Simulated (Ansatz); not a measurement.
**Ligand exchange: SiH2(SiH3)Br + GeH3(NH2) → SiH2(NH2)(SiH3) + GeH3Br**

Species: SiH2(SiH3)Br, singlet; GeH3(NH2), singlet; SiH2(NH2)(SiH3), singlet; GeH3Br `[GeH3][Br]`, singlet. The partners trade Br for NH2: Si–Br and Ge–NH2 bonds give way to Si–NH2 and Ge–Br.

Shapes, held fixed at every level: PBE0-D4/def2-TZVP. Flexible molecules stand in one conformer, not always the lowest. Programs: Ansatz 0.2.0. Electronic energies: no zero-point or thermal term.

```json
{"level": "B3LYP-D4/def2-TZVPP", "kind": "global hybrid", "ΔE (kJ/mol)": "-33.7", "less CCSD(T)/def2-TZVPP": "-5.5"}
{"level": "BHLYP-D4/def2-TZVPP", "kind": "global hybrid", "ΔE (kJ/mol)": "-35.4", "less CCSD(T)/def2-TZVPP": "-7.2"}
{"level": "r2SCAN0-D4/def2-TZVPP", "kind": "global hybrid", "ΔE (kJ/mol)": "-32.2", "less CCSD(T)/def2-TZVPP": "-4.0"}
{"level": "wB97M-V/def2-TZVPP", "kind": "range-separated hybrid", "ΔE (kJ/mol)": "-31.7", "less CCSD(T)/def2-TZVPP": "-3.5"}
{"level": "MP2/def2-TZVPP", "kind": "perturbation theory", "ΔE (kJ/mol)": "-26.9", "less CCSD(T)/def2-TZVPP": "+1.3"}
{"level": "CCSD/def2-SVP", "kind": "coupled cluster or CI", "ΔE (kJ/mol)": "-26.7", "less CCSD(T)/def2-TZVPP": "+1.5"}
{"level": "CCSD/def2-TZVPP", "kind": "coupled cluster or CI", "ΔE (kJ/mol)": "-29.7", "less CCSD(T)/def2-TZVPP": "-1.5"}
{"level": "CCSD(T)/def2-TZVPP", "kind": "coupled cluster or CI", "ΔE (kJ/mol)": "-28.2", "less CCSD(T)/def2-TZVPP": "0.0"}
```

The highest level, CCSD(T)/def2-TZVPP, gives ΔE = -28.2 kJ/mol; the levels span -35.4 to -26.7. The column of differences is taken from that level and isn't an error. No measured value is set beside it here. Relativity is left out for Br, Ge unless named. Correlated rows may include outer-core shells of Br, Ge, which these sets cover unevenly.

The exchange is exothermic at every level, with -28.2 kJ/mol from CCSD(T): silicon takes the amide and germanium the bromide. Both ligands generally bind more strongly to silicon, so the sign reflects silicon's larger advantage with nitrogen. Germanium's filled 3d shell screens the nuclear charge poorly, leaving it less electropositive than simple group descent would suggest. The Si–N bond therefore gains more from polarity, and also from compact orbital overlap and donation of the nitrogen lone pair into σ* orbitals on silicon. With the larger, softer bromide, these advantages probably count for less.

All four hybrids make the reaction more exothermic than CCSD(T) does, BHLYP most of all, whereas MP2 falls slightly on the other side. The closeness of CCSD/def2-SVP to the reference is probably fortuitous, since enlarging the basis shifts CCSD by more than adding triples does. The direction of exchange is thus well supported for these structures, but the total energy cannot separate the contributions of polarity, overlap and lone-pair donation.
